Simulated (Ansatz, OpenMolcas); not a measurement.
## How basis sets differ on AlH (SMILES [AlH])

AlH: 2 atoms, total charge 0, spin state singlet. SMILES: `[AlH]`. The shape comes from GFN2-xTB, which is rough for such elements, and wasn't checked as a minimum.

```xyz
2

Al    0.0000    0.0000    0.0000
H     0.0000    0.0000    1.6135
```

Each level gives the energy change with the Al1–H2 bond stretched from 1.613 to 2.017 Å (eV). The values are calculated.

| level | kind | program | value (eV) | CPU time (all runs) |
| --- | --- | --- | --- | --- |
| B3LYP/3-21G (restricted) | global hybrid | Ansatz | 0.28 | 1.4 s |
| B3LYP/pcseg-0 (restricted) | global hybrid | OpenMolcas | 0.27 | 5.7 s |
| B3LYP/6-311G (restricted) | global hybrid | OpenMolcas | 0.29 | 6.2 s |
| B3LYP/cc-pVTZ (restricted) | global hybrid | Ansatz | 0.37 | 2.5 s |

The first shape isn't each level's own minimum. The values span 0.27 to 0.37 eV. CPU times are rough (shared hosts, several kinds of processor): they show what a rung costs within a factor of a few.

Polarization functions appear to matter more here than the number of valence functions. The three sets without them, 3-21G, pcseg-0 and 6-311G, agree closely at 0.27 to 0.29 eV, even though 6-311G has a more finely split valence shell, while cc-pVTZ raises the cost of stretching to 0.37 eV.

The bond is a polar σ bond, chiefly between Al 3p and H 1s, with charge drawn towards the hydridic hydrogen and a largely 3s lone pair left on aluminium. Functions of d type on Al and p type on H let the density deform into the bonding region. That stabilizes the molecule more at the shorter distance, where overlap is larger, so leaving them out probably makes the bond too easy to stretch.

The unpolarized sets' mutual agreement is therefore no sign of convergence, but reflects a shared deficiency. A single energy difference can't tell whether polarization mainly shortens the equilibrium bond or stiffens it, since either would raise the stretching energy.
